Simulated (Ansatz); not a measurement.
**A correction line for wB97M-V/def2-TZVPP: vertical ionisation energy**

The vertical ionisation energy (cation less neutral) in eV of 8 molecular compounds of Sn: x at wB97M-V/def2-TZVPP, y at CCSD(T)/def2-TZVPP. Shapes, held fixed at every level: PBE0-D4/def2-TZVP. Flexible molecules stand in one conformer, not always the lowest. Programs: Ansatz 0.2.0.

| molecule | x (eV) | y (eV) |
| --- | --- | --- |
| C2H6OSn (SMILES C[CH2][Sn][OH]) | 8.35 | 8.35 |
| Sn(NH2)Br | 9.51 | 9.64 |
| Sn(OH)(SH) | 9.51 | 9.46 |
| Sn(SH)Cl | 9.58 | 9.51 |
| Sn(NH2)F | 9.81 | 9.75 |
| CH4O2Sn (SMILES C[O][Sn][OH]) | 9.87 | ? |
| Sn(OH)F | 10.27 | 10.28 |
| SnSi2H6O2 (SMILES [SiH3][O][Sn][O][SiH3]) | 10.43 | 10.44 |

Task: Fit y = c + s·x to the known rows and predict y for CH4O2Sn.

Result: 
1. Means of the 7 rows: x = 9.6371, y = 9.633.
2. Σ(Δx)² = 2.7513, Σ(Δx·Δy) = 2.7491, so the slope is 2.7491/2.7513 = 0.9992.
3. Intercept: 9.633 − (0.9992) × 9.6371 = 0.004. The largest residual of the fit is 0.13.
4. CH4O2Sn: 0.004 + 0.9992 × 9.87 = 9.87 eV.

CCSD(T)/def2-TZVPP gives 10.07 eV, so the prediction is off by -0.20 eV, more than the largest residual. Uncorrected, wB97M-V/def2-TZVPP misses it by -0.20 eV, and the other rows by 0.05 on average. The line doesn't help this one. Left out in turn, the other rows are missed by 0.06 eV on average, so the withheld one doesn't follow the line. Cations run unrestricted. For atoms past krypton def2 sets carry core potentials with scalar relativity. Relativity is left out for Br. Outer-core shells of Br, Sn are correlated, in sets that cover them unevenly.

The fitted line is almost the identity, so it has practically no systematic error to remove and can't repair a deviation specific to one molecule. Among the hydroxides, the ionisation energy rises at both levels as the other substituent goes from ethyl through SH and methoxy to F. This fits a hole largely in the tin lone pair: electron-withdrawing groups make tin more positive and bind that pair more tightly, while the alkyl group donates and loosens it. Sulfur, nitrogen and oxygen lone pairs can mix into the hole or compete with it.

Such competition may lie behind the miss for CH4O2Sn, where the two methods could have settled on different cation states, or the coupled-cluster reference on a poor one. Sn(NH2)Br deviates in the same direction, though less. The energies alone can't decide this, so the miss shouldn't be read as a plain functional error until the spin densities of the cation have been compared.
